**Question: Why does the intraband phonon self-energy depend on the order of the limits $q\to0$ and $\omega\to0$, and what does that mean for the $E_{2g}$ Raman modes of Ru and Os?**

For an optical phonon in a metal I keep meeting $\Pi=-N|g|^2\left[1-\frac s2\ln\frac{s+1}{s-1}\right]$ with $s=\omega/qv_F$, attributed to Engelsberg and Schrieffer. It gives $-N|g|^2$ or zero at $q\to0$ depending on how I take the limit. How is it derived, in 3D and 2D? Which limit does a zone-centre phonon see, and can I use the formula as it stands for the $E_{2g}$ mode of hcp Ru or Os?

---

**Answer**

The bubble depends on $q$ and $\omega$ only through $s$, so the point $q=\omega=0$ has no unique value. A static calculation sees $s\to0$, a true $q=0$ phonon in a clean metal sees $s\to\infty$, and Raman scattering in Ru or Os falls near $s\sim1$. The limits carry over to the $E_{2g}$ mode. The shape between them does not, because symmetry forbids a constant $g$ there.

## 1. Premises and conventions

I set $\hbar=1$ until the numbers. Fields vary as $e^{i(\mathbf q\cdot\mathbf r-\omega t)}$ with $\omega\to\omega+i0^+$ (retarded response).

1. Independent band electrons $\varepsilon_{\mathbf k}$, spin degenerate, with infinite lifetime (relaxed in section 6).
2. One phonon branch of frequency $\Omega$, which contains the ionic and interband contributions, assumed flat in $\omega$ on the phonon scale.
3. Coupling $H'=N_c^{-1/2}\sum_{\mathbf k\mathbf q\sigma}g_{\mathbf k}\,c^\dagger_{\mathbf k+\mathbf q/2,\sigma}c_{\mathbf k-\mathbf q/2,\sigma}(b_{\mathbf q}+b^\dagger_{-\mathbf q})$ for $N_c$ cells, with $g$ an energy.
4. $q\ll k_F$, and $\omega$, $k_BT$ small against the energy scale on which $g$, velocity and density of states vary.
5. Lowest order in $g$, and no Coulomb feedback until section 5.

$N$ is the density of states at $E_F$ per cell for both spins, and $\langle\dots\rangle$ is the Fermi-surface average, $N\langle X\rangle=\frac{2}{N_c}\sum_{\mathbf k}\delta(\varepsilon_{\mathbf k}-E_F)X_{\mathbf k}$.

## 2. The bubble and the phonon pole

Let $x=N_c^{-1/2}\langle b_{\mathbf q}+b^\dagger_{-\mathbf q}\rangle$, and write $\pm$ for $\mathbf k\pm\mathbf q/2$. The one-particle density matrix obeys $i\dot\rho=[h,\rho]$. Its $+-$ element, to first order in $x$, gives

$$\omega\rho_{+-}=(\varepsilon_+-\varepsilon_-)\rho_{+-}+g_{\mathbf k}x\,(f_--f_+).$$

The electrons act back on the oscillator through $F=\frac{2}{N_c}\sum_{\mathbf k}g^*_{\mathbf k}\rho_{+-}\equiv\Pi x$, so

$$\Pi(\mathbf q,\omega)=\frac{2}{N_c}\sum_{\mathbf k}|g_{\mathbf k}|^2\frac{f_--f_+}{\omega+i0^+-(\varepsilon_+-\varepsilon_-)}.$$

The Heisenberg equations for the scaled amplitudes are $(\omega-\Omega)b=F$ and $(\omega+\Omega)b^\dagger=-F$. Adding them gives $x=2\Omega F/(\omega^2-\Omega^2)$, and the mode condition is

$$\omega^2=\Omega^2+2\Omega\,\Pi(\mathbf q,\omega).$$

Since $|g|^2\propto1/\Omega$ through the zero-point amplitude, the product $\Omega\Pi$ does not depend on the frequency used to normalise $g$. An adiabatic (Born–Oppenheimer) calculation uses $\Pi(\mathbf q,0)$ and yields a frequency $\omega_0$. Subtracting, and normalising $g$ with $\omega_0$ from here on,

$$\omega^2=\omega_0^2+2\omega_0[\Pi(\mathbf q,\omega)-\Pi(\mathbf q,0)].$$

For $|\Pi|\ll\omega_0$ the root is $\omega=\omega_0+\Delta-i\gamma$ with $\Delta=\mathrm{Re}\,\Pi(\mathbf q,\omega_0)-\Pi(\mathbf q,0)$ and $\gamma=-\mathrm{Im}\,\Pi(\mathbf q,\omega_0)$. The line is a Lorentzian of half width $\gamma$ and full width $2\gamma$.

## 3. Small $q$

With the symmetric labelling the even orders in $q$ cancel: $\varepsilon_+-\varepsilon_-=\mathbf q\cdot\mathbf v_{\mathbf k}+O(q^3)$ and $f_--f_+=-f'(\varepsilon_{\mathbf k})\,\mathbf q\cdot\mathbf v_{\mathbf k}+O(q^3)$. By premise 4, $-f'$ acts as $\delta(\varepsilon-E_F)$. Using $\frac{a}{\omega-a}=-1+\frac{\omega}{\omega-a}$,

$$\Pi(\mathbf q,\omega)=-N\left\langle|g_{\mathbf k}|^2\left[1-\frac{\omega}{\omega+i0^+-\mathbf q\cdot\mathbf v_{\mathbf k}}\right]\right\rangle .$$

This holds for any Fermi surface. It is unchanged when $q$ and $\omega$ are scaled together. With $A\equiv N\langle|g|^2\rangle$,

$$\lim_{q\to0}\lim_{\omega\to0}\Pi=-A,\qquad\lim_{\omega\to0}\lim_{q\to0}\Pi=0 .$$

The reason is a conservation law. At $q=0$ the perturbation is $\sum g_{\mathbf k}n_{\mathbf k}$, which commutes with the band Hamiltonian, so the levels move and the occupations cannot follow. In the static limit the electrons refill the distorted Fermi surface and soften the mode. The difference is the non-adiabatic hardening,

$$\omega_{NA}^2-\omega_0^2=2\omega_0A,\qquad \Delta(q=0)\simeq A .$$

From $\mathrm{Im}\frac{1}{y+i0^+}=-\pi\delta(y)$ the half width is $\gamma=\pi\omega N\langle|g|^2\delta(\omega-\mathbf q\cdot\mathbf v)\rangle$. This is Landau damping. It needs electrons that move with the phase velocity of the wave, so it vanishes for $q<\omega/v_{\max}$.

## 4. Constant $g$, isotropic Fermi surface

Put $\mathbf q\cdot\mathbf v=qv_F\mu$ and $s=\omega/qv_F$. This is the regime analysed by Engelsberg and Schrieffer (1963).

**3D.** The average is $\frac12\int_{-1}^1d\mu$, and $\int_{-1}^1\frac{d\mu}{s-\mu}=L(s)\equiv\ln\frac{s+1}{s-1}$ for $s>1$. Hence

$$\Pi_{3D}=-N|g|^2\left[1-\frac s2\ln\frac{s+1}{s-1}\right].$$

For $0<s<1$, $s-1+i0^+$ has phase $\pi$, so $L=\ln\frac{1+s}{1-s}-i\pi$ and

$$\Delta=A\,\frac s2\ln\left|\frac{s+1}{s-1}\right|,\qquad\gamma=\frac{\pi s}{2}A\quad(s<1),\qquad\gamma=0\quad(s>1).$$

For small $s$, $\mathrm{Re}\,\Pi=-A(1-s^2+\dots)$. For large $s$, expand $\frac{s}{s-\mu}=\sum_n(\mu/s)^n$. Odd powers average to zero and $\langle\mu^2\rangle=\frac13$, so $\Pi\simeq+A/3s^2$. The approach to zero is from above: all pair excitations lie below the phonon and push it up.

**2D.** The average is $\int_0^{2\pi}\frac{d\phi}{2\pi}$ with $\mu=\cos\phi$. Set $\zeta=e^{i\phi}$, so that $\int\frac{d\phi}{2\pi}\frac{1}{s-\cos\phi}=\oint\frac{d\zeta}{2\pi i}\frac{-2}{\zeta^2-2s\zeta+1}$. The poles are $\zeta_\pm=s\pm\sqrt{s^2-1}$ with $\zeta_+\zeta_-=1$. For $s>1$ only $\zeta_-$ is inside the unit circle, with residue $-2/(\zeta_--\zeta_+)=1/\sqrt{s^2-1}$. Therefore

$$\Pi_{2D}=-N|g|^2\left[1-\frac{s}{\sqrt{s^2-1}}\right].$$

For $s<1$, $\sqrt{s-1+i0^+}\sqrt{s+1}=i\sqrt{1-s^2}$, so $\mathrm{Re}\,\Pi=-A$ throughout the continuum and $\gamma=As/\sqrt{1-s^2}$. For large $s$, $\langle\mu^2\rangle=\frac12$ gives $\Pi\simeq+A/2s^2$.

The Kramers–Kronig relation $-\Pi(q,0)=\frac2\pi\int_0^\infty\gamma(s)\,ds/s$ tests the factors. In 3D the integral is $\frac2\pi\cdot\frac\pi2A$, and in 2D $\frac2\pi A\int_0^1ds/\sqrt{1-s^2}$. Both equal $A$.

## 5. Screening, and what $g$ can be for an $E_{2g}$ mode

**A constant $g$ does not survive in a metal.** It modulates the charge density. Define $\chi_{ab}=-N\langle a^*b\,[1-\omega/(\omega-\mathbf q\cdot\mathbf v)]\rangle$ and let the induced density $\delta n$ produce the potential $V_q\delta n$, where in 3D $V_qN=k_{TF}^2/q^2$ and $k_{TF}$ is the Thomas–Fermi wave vector. The electrons feel $gx+V_q\delta n$, so $\delta n=\chi_{1g}x+V_q\chi_{11}\delta n$ and $F=\chi_{gg}x+\chi_{g1}V_q\delta n$. Eliminating $\delta n$,

$$\Pi_{scr}=\chi_{gg}+\frac{V_q\chi_{g1}\chi_{1g}}{1-V_q\chi_{11}} .$$

The product $|V_q\chi_{11}|$ is $k_{TF}^2/q^2$ for $s\to0$ and $\omega_p^2/\omega^2$ for $s\to\infty$, with $\omega_p$ the plasma frequency. Both are very large for a long-wave phonon in a metal, so $\Pi_{scr}\to\chi_{gg}-\chi_{g1}\chi_{1g}/\chi_{11}$. This expression is unchanged under $g\to g+\text{const}$ and is zero for constant $g$. At $s\to0$ it is $-N(\langle|g|^2\rangle-|\langle g\rangle|^2)$, and at $s\to\infty$ every $\chi$ falls as $1/s^2$, so it vanishes. The hardening in a charged system is $N\langle|g-\langle g\rangle|^2\rangle$.

**The $E_{2g}$ vertex.** In the hcp cell the two atoms of mass $M$ move by $\pm u$ along a basal direction. With polarisation vectors $\pm1/\sqrt2$ the zero-point amplitude per atom and cell is $u_0=\sqrt{\hbar/4M\omega_0}$. By the Hellmann–Feynman theorem $g_{\mathbf k}=D_{\mathbf k}u_0$, with the deformation potential $D_{\mathbf k}=\partial\varepsilon_{\mathbf k}/\partial u$ at fixed occupations. A static check follows. Shifting levels by $D_{\mathbf k}u$ with $\langle D\rangle=0$ and refilling lowers the energy by $\frac12N\langle D^2\rangle u^2$. Against the elastic energy $\frac12(2M)\omega^2u^2$ this is $\delta\omega^2=-N\langle D^2\rangle/2M$, which equals $-2\omega_0A/\hbar$.

$D_{\mathbf k}$ transforms like the displacement, as $(k_x^2-k_y^2,\,2k_xk_y)$ under $D_{6h}$. Three things follow.

- $\langle g\rangle=0$, so the hardening is $N\langle|g|^2\rangle$ with no screening loss.
- For $\mathbf q\parallel c$ the kernel depends on $v_z$ only and is invariant under the threefold rotation about $c$, while the three rotated copies of $g$ sum to zero. So $\chi_{1g}=0$ at every $s$. In the basal plane take $x\parallel\mathbf a_1$, so that $\Gamma K$ lies along $x$ and $\Gamma M$ along $y$. The mirror $x\to-x$ keeps each sublattice and the glide $y\to-y$ swaps them. The optical displacement $u_y$ is therefore even under both and transforms as $k_x^2-k_y^2$, while $u_x$ is odd under both and transforms as $k_xk_y$. For $\mathbf q$ along $x$ or $y$ only $u_y$ couples to the density at finite $s$, and for it the second term of $\Pi_{scr}$ is needed. This partner is the longitudinal mode for $\mathbf q\parallel\Gamma M$ and the in-plane transverse mode for $\mathbf q\parallel\Gamma K$.
- $g$ vanishes on the $c$ axis of $\mathbf k$ space for a non-degenerate band, so $|g|^2$ cannot be constant on a closed sheet around $\Gamma$.

The simplest allowed model is a sphere with $g=G\sin^2\theta\cos2\phi$, for which $\langle|g|^2\rangle=G^2\cdot\frac{8}{15}\cdot\frac12$. For $\mathbf q\parallel c$, $\mu=\cos\theta$ and the normalised weight is $\frac{15}{16}P(\mu)$ with $P=(1-\mu^2)^2$. Write $P(\mu)=P(s)+[P(\mu)-P(s)]$. The first part gives $P(s)L(s)$. In the second, $\frac{\mu^2-s^2}{\mu-s}=\mu+s$ integrates to $2s$, and $\frac{\mu^4-s^4}{\mu-s}=\mu^3+\mu^2s+\mu s^2+s^3$ integrates to $\frac23s+2s^3$. Collecting signs, $\int\frac{P}{s-\mu}d\mu=P(s)L-(-4s+\frac23s+2s^3)$, and

$$\Pi_{E_{2g}}=-A\left\{1-\frac{15s}{16}\left[(1-s^2)^2\ln\frac{s+1}{s-1}-2s^3+\frac{10}{3}s\right]\right\},\qquad\gamma=\frac{15\pi}{16}A\,s(1-s^2)^2\quad(s<1).$$

The limits are again $-A$ and $0$, now approached as $\mathrm{Re}\,\Pi=-A(1-5s^2)$ and $+A/7s^2$, and the Kramers–Kronig integral is $\frac2\pi\frac{15\pi}{16}\frac{8}{15}A=A$. The logarithmic divergence at $s=1$ is gone, because the electrons that run along $\mathbf q$ do not couple. The width peaks at $s=1/\sqrt5=0.45$ with $\gamma=0.84A$.

On a cylindrical sheet the 2D formula is the mean of $\chi_{gg}$ over the partners $\cos2\phi$ and $\sin2\phi$ for in-plane $\mathbf q$. For $\mathbf q$ along the cylinder axis $\mathbf q\cdot\mathbf v=0$ and the sheet gives the full hardening without damping.

## 6. Scattering and mass enhancement

Let the level shift be $\delta\varepsilon=gx$ and let collisions drive $\delta f$ to local equilibrium $f'\delta\varepsilon$ at rate $1/\tau$. No shift of the local chemical potential arises when symmetry makes $\delta n=0$, as for $E_{2g}$ with $\mathbf q\parallel c$. The Boltzmann equation for $\varphi=\delta f-f'\delta\varepsilon$ is

$$-i\omega(\varphi+f'gx)+i\mathbf q\cdot\mathbf v\,\varphi=-\varphi/\tau ,$$

so $\varphi=-\omega f'gx/(\omega-\mathbf q\cdot\mathbf v+i/\tau)$. Summing $g^*\delta f$,

$$\Pi=-N\left\langle|g|^2\left[1-\frac{\omega}{\omega-\mathbf q\cdot\mathbf v+i/\tau}\right]\right\rangle .$$

At $q=0$ this gives $\Delta=A\frac{\omega^2\tau^2}{1+\omega^2\tau^2}$ and $\gamma=A\frac{\omega\tau}{1+\omega^2\tau^2}$. With finite $\tau$ the two orders of limits both give $-A$: the non-commutation belongs to the collisionless theory. In the $E_{2g}$ formula the prefactor $s$ stays and the square bracket is evaluated at $z=s+i/q\ell$, with $\ell=v_F\tau$.

The same denominator comes from dressed propagators whose self-energy depends on frequency alone. Closing the contour in the band energy $\xi$ gives $\int d\xi\,G^R(\xi+\mathbf q\cdot\mathbf v,\epsilon+\omega)G^A(\xi,\epsilon)=2\pi i/[\omega-\mathbf q\cdot\mathbf v-\Sigma^R(\epsilon+\omega)+\Sigma^A(\epsilon)]$. With $\Sigma^{R,A}(\epsilon)=-\lambda\epsilon\mp i/2\tau$ the replacement is $i/\tau\to\lambda\omega+i/\tau$, that is $z=(1+\lambda)s+i/q\ell$. The clean $q=0$ hardening becomes $A/(1+\lambda)$. A constant $\lambda$ is only a size estimate, since $\omega_0$ lies inside the phonon spectrum, where $\Sigma$ is not linear in $\epsilon$.

## 7. Range of validity

- $q\ll k_F$. The edge of the pair continuum is displaced by the recoil energy $\hbar^2q^2/2m$, which rounds the singularities at $s=1$ over $|s-1|\sim q/2k_F$.
- $A\ll\hbar\omega_0$ for the linearised $\Delta$ and $\gamma$. Near a singularity the pole equation must be solved in full.
- Collisionless forms need $\omega_0\tau\gg1$ for $s>1$ and $q\ell\gg1$ for $s<1$.
- No interband transitions near $\hbar\omega_0$. In hcp metals bands are paired on the hexagonal zone face and split there only by spin–orbit coupling, which is stronger in Os than in Ru. Where such splittings at $E_F$ match $\hbar\omega_0$, they add width even at $q=0$.
- Constant $g$ is an unscreened model. In a metal only the part with zero Fermi-surface mean counts, and $g$ must include the short-range static screening.
- One velocity. The real Fermi surfaces of Ru and Os have several sheets, and the general average of section 3 then replaces the closed forms.

## 8. Numbers for Ru

Ru, an interconnect metal, serves as the example. Typical inputs: $\omega_0=190$ cm$^{-1}$ (used as the adiabatic frequency), $M=101.07$ u, $N=1.7$ states/eV per two-atom cell, mean band velocity $v_F=7\times10^7$ cm/s, $\lambda=0.4$, room-temperature mean free path $\ell=6$ nm. Assumed inputs: rms deformation potential $1.3$ eV/Å, and refractive index $n+i\kappa=3+4i$ at a 514.5 nm laser line.

Then $\hbar\omega_0=23.6$ meV, $\omega_0=3.58\times10^{13}$ s$^{-1}$, $u_0=0.0210$ Å, $g_{rms}=27.2$ meV and

$$A=1.26\ \text{meV}=10.2\ \text{cm}^{-1},\qquad A/\hbar\omega_0=0.054 .$$

The unlinearised $q=0$ hardening is $9.9$ cm$^{-1}$. The damping threshold is $q_0=\omega_0/v_F=5.1\times10^5$ cm$^{-1}$, and backscattering transfers $q=4\pi n/\lambda_L=7.3\times10^5$ cm$^{-1}$, so $s=0.70$. The recoil energy with the free-electron mass is $0.20$ meV, negligible against $\hbar\omega_0$. For Os, a typical $165$ cm$^{-1}$ and an assumed $5.5\times10^7$ cm/s give $q_0=5.7\times10^5$ cm$^{-1}$, the same regime.

Collisionless results without mass enhancement, $\mathbf q\parallel c$:

| $s$ | $q$ ($10^5$ cm$^{-1}$) | $\Delta/A$, const. $g$ | $\gamma/A$, const. $g$ | $\Delta/A$, $E_{2g}$ | $\gamma/A$, $E_{2g}$ |
|---|---|---|---|---|---|
| 2 | 2.6 | 1.10 | 0 | 1.04 | 0 |
| 1 | 5.1 | divergent | 1.57 (from below) | 1.25 | 0 |
| 0.7 | 7.3 | 0.61 | 1.10 | 1.38 | 0.54 |
| 0.4 | 12.8 | 0.17 | 0.63 | 0.68 | 0.83 |
| 0.1 | 51.1 | 0.01 | 0.16 | 0.05 | 0.29 |

At the Raman wave vector the $E_{2g}$ model gives $\Delta=14$ cm$^{-1}$ and $\gamma=5.5$ cm$^{-1}$. The constant-$g$ formula would give less than half the shift and twice the width. Four corrections compete with these values.

- **Pole position.** At the shifted frequency of 204 cm$^{-1}$, $s=0.75$ and $\gamma=4.3$ cm$^{-1}$, so the linearised width is good to about one figure.
- **Mass enhancement.** With $\lambda=0.4$ and long $\tau$, $z=0.98$. The shift drops to about $9$ cm$^{-1}$ and $\gamma/A$ falls below $0.01$. The $q=0$ hardening becomes $7.3$ cm$^{-1}$.
- **Optical absorption.** The product of incident and scattered fields decays as $e^{-4\pi\kappa z_d/\lambda_L}$ with depth $z_d$. Its squared Fourier transform is a Lorentzian in $q$ of half width $4\pi\kappa/\lambda_L=9.8\times10^5$ cm$^{-1}$, larger than $q$ itself. The line therefore averages over the first four rows of the table.
- **Collisions at room temperature.** $\tau=8.6$ fs, $\omega_0\tau=0.31$ and $q\ell=0.44$. With $\lambda$ set to zero the formula at complex $z$ gives $\Delta=0.8$ cm$^{-1}$ and $\gamma=2.8$ cm$^{-1}$, close to the $q=0$ relaxation values $0.9$ and $2.9$ cm$^{-1}$.

These numbers are the model's, not those of Ru. All of them scale with $A$, and the deformation potential was chosen so that the room-temperature electronic full width, $5.6$ cm$^{-1}$, has the size of several cm$^{-1}$ typical of $E_{2g}$ Raman lines in these metals, so no agreement is implied. Anharmonic and thermal-expansion terms are not included. In the model a cold clean crystal has its line roughly $A$ above the adiabatic frequency, with a width that depends sharply on $q$ through $s$, and at room temperature scattering returns the line to within 1 cm$^{-1}$ of $\omega_0$.